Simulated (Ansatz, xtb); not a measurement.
**Two isomers of CH7GeSi−**

Structure I: `C[SiH2][GeH2-]`, a singlet. Structure II: `[CH3][GeH-][SiH3]`, a singlet. Both are isolated ions in the gas phase, relaxed with PBE0-D3(BJ)/def2-SVPD; the shapes shown needn't be the lowest conformers.

I (Å):

```xyz
10

C     0.2342   -1.1551    0.6672
Ge    1.3062    1.1869   -1.8584
Si    1.1792    0.5027    0.4649
H     0.2189   -1.5154    1.7085
H    -0.8080   -1.0384    0.3294
H     0.6963   -1.9324    0.0382
H     2.5398    0.2257    1.0840
H     0.5435    1.4025    1.5146
H    -0.2265    1.6712   -1.8258
H     1.8696    2.6378   -1.4676
```

II (Å):

```yaml
atoms:
  - { symbol: C, position_ang: [0.4865, -1.3228, 0.8014] }
  - { symbol: Ge, position_ang: [1.7788, 0.2516, 1.0915] }
  - { symbol: Si, position_ang: [0.7029, 1.7046, -0.5482] }
  - { symbol: H, position_ang: [-0.4903, -1.0949, 1.2594] }
  - { symbol: H, position_ang: [0.3158, -1.5775, -0.2570] }
  - { symbol: H, position_ang: [0.8851, -2.2175, 1.3082] }
  - { symbol: H, position_ang: [2.8532, -0.2151, -0.0131] }
  - { symbol: H, position_ang: [-0.5877, 2.3383, -0.0584] }
  - { symbol: H, position_ang: [0.2729, 1.1372, -1.8939] }
  - { symbol: H, position_ang: [1.5225, 2.9169, -0.9475] }
```

Quicker runs give these differences E(II) − E(I): GFN2-xTB +3.9 kJ/mol; HF/STO-3G −5.1 kJ/mol (at GFN2-xTB geometries); r2SCAN-D4/def2-SVPD +24.3 kJ/mol (at GFN2-xTB geometries).

Estimate which is lower in electronic energy at CCSD(T)/def2-SVPD + ΔMP2/def2-TZVPPD, and by roughly how much.

The CCSD(T)/def2-SVPD + ΔMP2/def2-TZVPPD calculation puts structure I lower, by 19.6 kJ/mol.

How the difference moves with the method:

| level | geometry | E(II) − E(I) (kJ/mol) | departure from the last row (kJ/mol) | job, with rough time for the two |
| --- | --- | --- | --- | --- |
| GFN2-xTB | GFN2-xTB | +3.9 | −15.7 | optimisation, 0.11 s |
| HF/STO-3G | GFN2-xTB | −5.1 | −24.8 | single point, 0.38 s |
| r2SCAN-D4/def2-SVPD | GFN2-xTB | +24.3 | +4.7 | single point, 5.3 s |
| PBE0-D3(BJ)/def2-SVPD | PBE0-D3(BJ)/def2-SVPD | +24.7 | +5.0 | optimisation, 68 s |
| HF/def2-SVPD | PBE0-D3(BJ)/def2-SVPD | +24.4 | +4.8 | part of the CCSD(T) run |
| MP2/def2-SVPD | PBE0-D3(BJ)/def2-SVPD | +20.2 | +0.6 | part of the CCSD(T) run |
| CCSD(T)/def2-SVPD | PBE0-D3(BJ)/def2-SVPD | +20.1 | +0.5 | single point |
| CCSD(T)/def2-SVPD + ΔMP2/def2-TZVPPD | PBE0-D3(BJ)/def2-SVPD | +19.6 |  | single point, 58 s |

As drawn, II has 1 C–Ge, 1 Si–H in place of 1 C–Si, 1 Ge–H.

HF/STO-3G puts the two in the other order. The largest departure from CCSD(T)/def2-SVPD + ΔMP2/def2-TZVPPD is that of HF/STO-3G, 24.8 kJ/mol. The last row adds to CCSD(T) the change of the MP2 difference between the two basis sets, here −0.5 kJ/mol.

With harmonic frequencies from PBE0-D3(BJ)/def2-SVPD (ideal gas, rigid rotor, one conformer each, 400 K, 1 atm): on the last row, ΔE + ΔZPE = +20.0, ΔH = +20.4, ΔG = +19.6 kJ/mol.

The correlated steps freeze 15 core orbitals; the filled d shell of Ge is correlated, in a basis made for valence electrons. Codes used: Ansatz 0.2.0, xtb 6.7.1; the last row on 2 threads of Arm Neoverse V1 on a shared host.

The preference for I is best read as a substituent effect on a germyl anion. Both isomers formally carry the lone pair and negative charge on germanium, bonded to silicon in each, so the contrast is whether methyl sits on the anionic centre or one atom away. Alkyl groups donate σ density and repel an adjacent lone pair, which probably disfavours II. In I, the methyl group is on silicon, where the strong, polar C–Si bond is retained, although this gain is partly offset by having a Ge–H bond in place of a stronger Si–H bond.

The preference is already present at HF/def2-SVPD, at +24.4 kJ/mol, and correlation trims it without creating it. The reversed order from HF/STO-3G probably reflects a minimal basis too rigid for a diffuse anionic lone pair. Thermal and entropic terms nearly cancel, so the free-energy preference remains essentially electronic. Separating the anionic effect from the intrinsic bond exchange would require the same comparison for the protonated, neutral parents.
